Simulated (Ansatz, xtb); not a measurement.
C3H8GeO: which of two isomers lies lower

Structure X is `C[C@@]1([GeH3])CO1`, a singlet and structure Y is `C[C@@H]1O[C@H]1[GeH3]`, a singlet. Both are isolated molecules in the gas phase, relaxed with PBE0-D3(BJ)/def2-SVP.

X (Å):

```xyz
13

C    -2.1087   -0.2283    2.5497
C    -1.3424   -1.2621    1.7689
C    -1.3058   -1.1931    0.3008
Ge   -1.0065   -2.9977    2.6293
O    -0.2026   -0.7702    1.0649
H    -3.1281   -0.5807    2.7718
H    -2.1772    0.7117    1.9806
H    -1.6099   -0.0093    3.5067
H    -0.1197   -2.7811    3.8690
H    -0.2856   -3.9080    1.6213
H    -2.3308   -3.6534    3.0700
H    -1.8673   -0.3950   -0.2038
H    -1.1584   -2.1028   -0.2971
```

Y (Å):

```json
{"atom": "C", "x (Å)": "-1.7637", "y (Å)": "0.4382", "z (Å)": "2.7902"}
{"atom": "C", "x (Å)": "-1.0829", "y (Å)": "-0.7972", "z (Å)": "2.2836"}
{"atom": "C", "x (Å)": "-1.7162", "y (Å)": "-1.6944", "z (Å)": "1.3052"}
{"atom": "Ge", "x (Å)": "-1.2507", "y (Å)": "-3.5898", "z (Å)": "1.1910"}
{"atom": "O", "x (Å)": "-0.6803", "y (Å)": "-0.7915", "z (Å)": "0.9325"}
{"atom": "H", "x (Å)": "-2.2981", "y (Å)": "0.2314", "z (Å)": "3.7302"}
{"atom": "H", "x (Å)": "-2.4838", "y (Å)": "0.8146", "z (Å)": "2.0495"}
{"atom": "H", "x (Å)": "-1.0268", "y (Å)": "1.2320", "z (Å)": "2.9874"}
{"atom": "H", "x (Å)": "-0.3421", "y (Å)": "-1.2386", "z (Å)": "2.9680"}
{"atom": "H", "x (Å)": "-2.7151", "y (Å)": "-1.4013", "z (Å)": "0.9470"}
{"atom": "H", "x (Å)": "-2.3368", "y (Å)": "-4.4491", "z (Å)": "1.8669"}
{"atom": "H", "x (Å)": "0.0974", "y (Å)": "-3.7971", "z (Å)": "1.9020"}
{"atom": "H", "x (Å)": "-1.1249", "y (Å)": "-4.0037", "z (Å)": "-0.2852"}
```

Quicker runs give these differences E(Y) − E(X): GFN2-xTB −1.46 kJ/mol; HF/STO-3G −10.21 kJ/mol (at GFN2-xTB geometries); r2SCAN-D4/def2-SVP −2.96 kJ/mol (at GFN2-xTB geometries).

Q: Estimate E(Y) − E(X) at the level CCSD(T)/def2-SVP + ΔMP2/def2-TZVPP.

A: Too close to call at this level: CCSD(T)/def2-SVP + ΔMP2/def2-TZVPP gives E(Y) − E(X) = −1.49 kJ/mol.

Level by level:

```
                             level              geometry  E(Y) − E(X) (kJ/mol)  departure from the last row (kJ/mol)  job, with rough time for the two
                          GFN2-xTB              GFN2-xTB                   −1.46                                 +0.03              optimisation, 0.14 s
                         HF/STO-3G              GFN2-xTB                  −10.21                                 −8.72              single point, 0.62 s
                r2SCAN-D4/def2-SVP              GFN2-xTB                   −2.96                                 −1.47               single point, 3.7 s
              PBE0-D3(BJ)/def2-SVP  PBE0-D3(BJ)/def2-SVP                   −3.70                                 −2.21                optimisation, 48 s
                       HF/def2-SVP  PBE0-D3(BJ)/def2-SVP                   −7.06                                 −5.57           part of the CCSD(T) run
                      MP2/def2-SVP  PBE0-D3(BJ)/def2-SVP                   −1.34                                 +0.16           part of the CCSD(T) run
                  CCSD(T)/def2-SVP  PBE0-D3(BJ)/def2-SVP                   −2.05                                 −0.55                      single point
CCSD(T)/def2-SVP + ΔMP2/def2-TZVPP  PBE0-D3(BJ)/def2-SVP                   −1.49                                                      single point, 64 s
```

As drawn, both hold the same kinds of bond in the same numbers.

The largest departure from CCSD(T)/def2-SVP + ΔMP2/def2-TZVPP is that of HF/STO-3G, 8.72 kJ/mol. The last row adds to CCSD(T) the change of the MP2 difference between the two basis sets, here +0.55 kJ/mol.

With thermal terms from frequencies at re-optimised GFN2-xTB minima (ideal gas, soft modes damped towards free rotors, one conformer each, 298.15 K, 1 atm): the zero-point term adds +0.79 kJ/mol; ΔH is −0.74 and ΔG −1.24 kJ/mol.

The correlated steps freeze 13 core orbitals; the filled d shell of Ge is correlated, in a basis made for valence electrons. Codes used: Ansatz 0.2.0, xtb 6.7.1; the last row on 2 threads of Intel(R) Xeon(R) Platinum 8375C CPU @ 2.90GHz (Ice Lake) on a shared host.

Every level puts the trans-2,3-disubstituted epoxide Y below its geminal isomer X, but the best estimate, −1.49 kJ/mol, is too small to establish the order firmly. With bond types matched and an oxirane ring in both, most of the ring strain cancels, leaving mainly the effect of where the methyl and germyl groups sit.

At the same geometries and in the same basis, electron correlation shrinks the preference for Y from −7.06 kJ/mol in Hartree–Fock to −2.05 kJ/mol in CCSD(T). This suggests a balance: placing both groups on one carbon costs exchange repulsion, but also brings more electron pairs close together, and the resulting medium-range correlation favours the branched isomer X. Hartree–Fock misses that compensation. The near-perfect agreement of GFN2-xTB with the best estimate is probably fortuitous.

The free-energy difference is likewise small against the thermal energy at room temperature, so comparable equilibrium amounts of these two forms would be expected if they could interconvert. The cis diastereomer of Y remains unplaced in this ordering.
